**Question: Does cubic boron nitride soften because its bonds soften, or is it just geometry?**

I have the energy and pressure of cubic BN, squeezed and stretched evenly in all directions. "Volume" is the space per atom, "energy" is counted from the minimum of the fitted curve, and a negative pressure means that the crystal is being pulled.

Cubic BN computed with ABINIT 10.8.3 using plane-wave DFT, PBE with D3(BJ) dispersion, JTH PAW PBE v2.0 datasets, a 707.5 eV cutoff, a 13×13×13 k mesh and Fermi–Dirac smearing of 0.05 eV, without spin polarisation. The cell is scaled at fixed shape and fractional coordinates, and energies are counted from the minimum of the equation-of-state fit.

```csv
volume (Å³/atom),energy (meV/atom),pressure (GPa)
5.602,15.07,18.940
5.721,4.38,9.790
5.840,0.10,1.500
5.959,1.78,-6.010
6.079,8.77,-12.860
6.198,20.63,-19.110
6.317,36.90,-24.810
```

Two things puzzle me. The largest cell costs 36.90 meV/atom and the smallest only 15.07, as if stretching were the harder job. Yet equal steps in volume change the pressure less and less as the cell grows. A colleague says that the bonds are ordinary springs and that the softening arises only because volume goes as the cube of the bond length. Is that right?

**Answer**

The first puzzle is a matter of where you count from. The energy minimum lies at 5.865 Å³/atom, so the largest cell is 0.45 Å³/atom away from it and the smallest only 0.26. For an equal distance from the minimum, squeezing costs more than stretching. The crystal does soften as it grows, and the pressures show this most clearly: the first volume step changes the pressure by 18.94 − 9.79 = 9.15 GPa, the last by only 24.81 − 19.11 = 5.70 GPa, about 38 % less.

Your colleague's argument has a sound core. When the bonds are already long, a given increase in volume needs a smaller increase in bond length. The force of each bond is also spread over a larger area. Perfect springs would therefore still give a crystal whose pressure responds less and less to volume. The question is whether they give enough of this effect.

You can test the bond directly by turning pressure into force. Each atom has four bonds, each shared with a neighbour, which makes two bonds per atom. If $F$ is the force with which a bond of length $r$ pushes its ends apart, the work per atom is $P\,dV = 2F\,dr$, with $P$ the pressure and $V$ the volume per atom. Since $V$ grows as $r^3$, $dV = 3V\,dr/r$, and so

$$F = \frac{3PV}{2r}, \qquad r = \frac{\sqrt{3}}{2}\,V^{1/3}.$$

Take the two smallest cells. Their bond lengths are 1.538 and 1.549 Å, and with 1 eV/Å³ = 160.2 GPa the forces come out as 0.646 and 0.339 eV/Å. The force thus drops by 0.307 eV/Å while the bond grows by 0.0108 Å, a stiffness of about 28 eV/Å².

A perfect spring would keep that stiffness. Here it falls at every step and ends near 22 eV/Å², a loss of about 24 % while the bond lengthens by only a few per cent. This "bond" is an effective one, since it carries the whole energy of the crystal, including the pull of more distant atoms. Even so, the geometry of volume against length has already been taken out, and a clear softening remains.

Why should a bond lose stiffness when it is stretched? Its length is a compromise between two energies that change at different rates. Electrons confined to less space gain kinetic energy, which resists squeezing, while the electrical attraction between electrons and nuclei favours a shorter bond. If the electron cloud simply expanded and shrank with the lattice, the kinetic energy would go as $1/r^2$ and the electrical energy as $1/r$. The steeper, repulsive term supplies the stiffness, and it also fades faster as the bond grows.

This picture gives a simple law. With $A$ and $C$ as the strengths of the two terms and $r_0 = 2A/C$ as the bond length at the minimum,

$$E = \frac{A}{r^2} - \frac{C}{r} + \text{const} = A\left(\frac{1}{r}-\frac{1}{r_0}\right)^2 + \text{const}.$$

The energy is a parabola in $1/r$, whereas your colleague's springs give a parabola in $r$. A third candidate is a parabola in $1/r^2$, the second-order Birch–Murnaghan form. That one is a well-chosen measure of strain and does not by itself name a cause.

I fitted each law to all seven energies by least squares, with three free constants apiece, and then asked how much the pressure response should fall from the first step to the last. The pressures took no part in the fits. Perfect springs give a loss of 18 %, the parabola in $1/r$ gives 33 %, and the parabola in $1/r^2$ gives 40 %, against the computed 38 %. Geometry alone thus accounts for about half of the softening. The computed pressures do lie about 0.1 GPa below the slope of the energies, because the basis was held fixed, but such a nearly constant shift almost cancels when steps are compared.

The spring idea is tempting because on a plot the energies hardly betray it. Its typical miss is 0.28 meV/atom, under 1 % of the range in the table. That is still about 25 times the scatter of the energies about the full equation-of-state fit, and the other two laws miss by only 0.0753 and 0.0306 meV/atom, so the energies already rank the springs last. Near a minimum, any smooth curve looks like a parabola, whichever coordinate you choose. The difference shows up in how the curvature changes, and pressure, being a slope, is more sensitive to that than energy.

The same ranking appears in the bulk modulus $B = -V\,dP/dV$, the resistance to uniform compression. Differentiating a parabola in $r^n$ shows that $B$ rises by $2-n$ GPa for each GPa of pressure near the minimum. That makes 1 for perfect springs, 3 for the parabola in $1/r$ and 4 for the one in $1/r^2$; the calculation gives 3.73. In practical terms, the modulus of 381 GPa belongs to the unloaded crystal, and at the largest cell it is down to roughly 381 − 3.73 × 24.81 ≈ 290 GPa.

So the numbers rule out perfect springs. They say less about the two terms: a repulsion $1/r^m$ and an attraction $1/r^k$ need $m > k$ to have a minimum at all, and their modulus slope is $(m+k+6)/3$, so 3.73 fixes only the sum $m+k$, about 5.2 against 3 for simple scaling. The table does not list kinetic and electrical energy separately, but the virial theorem for electrons and nuclei makes the kinetic energy $3PV - E$. On that relation, which the dispersion correction and the frozen cores obey only approximately, the kinetic energy is expected to lie about 2.0 eV/atom above its value at the minimum in the smallest cell and about 3.0 eV/atom below it in the largest, with the electrical energy moving almost equally the other way. Those are the signs the picture needs, though this part rests on theory. The fit also leaves $A$ and $C$ free, and therefore tests only the shape of the law. In size the simplest picture fails: if the whole cloud of outer electrons scaled with the lattice, $A/r_0^2$ would equal the total energy that holds these electrons and the ion cores together, and the fit gives only about a third of that. My guess for the step from 3 to 3.73 is that the inner electrons of boron and nitrogen do not shrink with the lattice, which makes the repulsion steeper than simple scaling allows; the slope alone cannot tell a steeper repulsion from a steeper attraction.

For a neighbouring material, ask how steeply both the repulsion and the attraction change with distance: the steeper they are, the faster the modulus changes with pressure. Diamond has the same bonding network and behaves much like cubic BN. In rock salt, closed-shell ions press against each other, their repulsion is steeper still, and the modulus changes faster with pressure.
